**Pumped polariton condensate: threshold and diffusive Goldstone mode (solution key)**

**Model.** Take a planar cavity with condensate $\psi=\sqrt n\,e^{i\theta}$, reservoir density $n_R$ and uniform pump $P$ (the model of Wouters and Carusotto, 2007). All rates refer to densities.

$$i\dot\psi=\Big[-\frac{\hbar\nabla^2}{2m}+\frac{gn+g_Rn_R}{\hbar}+\frac i2(Rn_R-\gamma_c)\Big]\psi,\qquad \dot n_R=P-(\gamma_R+Rn)\,n_R$$

**(a) Threshold.** For $\psi=0$, $n_R=P/\gamma_R$, and a seed grows once $Rn_R>\gamma_c$. Hence $P_{th}=\gamma_c\gamma_R/R$. Above threshold $n_R=\gamma_c/R$ is clamped and $n=(P-P_{th})/\gamma_c$.

**(b) Three-variable model.** At one wavevector $k$ let $u=\delta n/n$, $\delta\theta$ and $r=\delta n_R/n_R$ vary as $e^{ikx+\lambda t}$, with $\lambda=-i\omega$. Define $p=P/P_{th}$, $\epsilon=\hbar k^2/2m$, $\mu=gn/\hbar$, $\mu_R=g_Rn_R/\hbar$. Since $Rn=(p-1)\gamma_R$, linearisation gives

$$\lambda\begin{pmatrix}u\\\delta\theta\\r\end{pmatrix}=\begin{pmatrix}0&2\epsilon&\gamma_c\\-(\mu+\epsilon/2)&0&-\mu_R\\-(p-1)\gamma_R&0&-p\gamma_R\end{pmatrix}\begin{pmatrix}u\\\delta\theta\\r\end{pmatrix}.$$

The characteristic equation is

$$\lambda^3+\kappa\lambda^2+(\omega_B^2+\kappa\Gamma)\lambda+\kappa\tilde\omega^2=0,$$

with $\kappa=p\gamma_R$, $\Gamma=\gamma_c(1-1/p)$, $\omega_B^2=\epsilon(\epsilon+2\mu)$, $\tilde\omega^2=\epsilon(\epsilon+2\tilde\mu)$ and $\tilde\mu=\mu-\mu_R(1-1/p)$.

**(c) Closed forms.** At $k=0$ the roots are $\lambda=0$ (a global phase shift, the Goldstone mode) and $\lambda=-\kappa/2\pm\sqrt{\kappa^2/4-\kappa\Gamma}$.

For a fast reservoir, divide by $\kappa$ and let $\kappa\to\infty$ at fixed $\mu$, $\mu_R$:

$$\omega=-\frac{i\Gamma}{2}\pm\sqrt{\tilde\omega^2-\frac{\Gamma^2}{4}}.$$

This is the general statement. It contains the bare Bogoliubov frequency $\omega_B$ only if $\mu_R=0$.

For any $\kappa$, iterating the cubic about $\lambda=0$ gives

$$\lambda=-\frac{\tilde\omega^2}{\Gamma}\Big[1+\frac{\tilde\omega^2}{\Gamma^2}-\frac{\omega_B^2}{\kappa\Gamma}\Big]+O(k^6).$$

Therefore $\omega\to-iDk^2$ with $D=c_s^2/\Gamma$ and $c_s^2=\hbar\tilde\mu/m$. The diffusion law needs no fast reservoir, because this mode is arbitrarily slow as $k\to0$. Stability requires $\tilde\mu\ge0$, that is $\gamma_R\ge(g_R/g)\gamma_c/p$. For $g_R\ge0$ the remaining Routh–Hurwitz condition, $\omega_B^2+\kappa\Gamma>\tilde\omega^2$, always holds.

**(d) Numbers for a GaAs cavity.** Estimate the cavity photon mass $\varepsilon_\infty E/c^2$ from the compiled gap 1.519 eV (0 K, Vurgaftman 2001) and $\varepsilon_\infty=10.88$ (300 K, Skelton 2020). This gives $3.23\times10^{-5}m_e$. At zero detuning the polariton is half photon and the exciton is far heavier, so $m\approx6.5\times10^{-5}m_e$ and $\hbar^2/2m=586$ eV nm².

Assumed inputs: $1/\gamma_c=100$ ps, $1/\gamma_R=10$ ps, $R=2.0\times10^3$ nm² ps⁻¹, $g=1.0$ eV nm², $g_R=4g$, $p=2$.

- $P_{th}=5.0\times10^{-7}$ nm⁻² ps⁻¹, $n=5.0\times10^{-5}$ nm⁻², $n_R=5.0\times10^{-6}$ nm⁻².
- $\hbar\mu=50$, $\hbar\mu_R=20$, $\hbar\tilde\mu=40$, $\hbar\Gamma=3.29$, $\hbar\kappa=132$, all in μeV.
- At $k=0$ the damped roots are $-\hbar\lambda=3.38$ and 128 μeV. The first is to be compared with $\hbar\Gamma$.
- $c_s=329$ nm ps⁻¹ and $D=2.16\times10^7$ nm² ps⁻¹.

Goldstone decay rate $-\hbar\lambda$ in μeV:

| $k$ (nm⁻¹) | $\hbar Dk^2$ | fast reservoir | cubic |
|---|---|---|---|
| $2\times10^{-6}$ | 0.0570 | 0.0580 | 0.0580 |
| $5\times10^{-6}$ | 0.356 | 0.406 | 0.404 |

The fast-reservoir formula follows the cubic closely, while the pure $k^2$ law fails as $\tilde\omega$ approaches $\Gamma/2$. In the fast-reservoir formula overdamping ends at $\tilde\omega=\Gamma/2$, where $\hbar\epsilon=0.034$ μeV, $k^*=7.6\times10^{-6}$ nm⁻¹ and $2\pi/k^*=8.3\times10^5$ nm. The long lifetime thus confines diffusion to the longest wavelengths. Beyond $k^*$ the mode propagates, with amplitude damping $\Gamma/2$.

**(e) Limits.** These numbers are the model's. The 10 ps reservoir was chosen to make the reservoir fast and the state stable. Typical exciton lifetimes in GaAs wells are hundreds of ps, ten or more times longer and beyond the model's stability bound $1/\gamma_R\le50$ ps, so the uniform state would then have $D<0$ and be unstable. Energy relaxation is also neglected. A factor $(1-i\beta)$ on the conservative terms, counted from the condensate frequency, adds $2\beta\tilde\mu$ to $\Gamma$ at small $k$. This equals $\Gamma$ already at $\beta\approx0.04$, where it roughly halves $D$.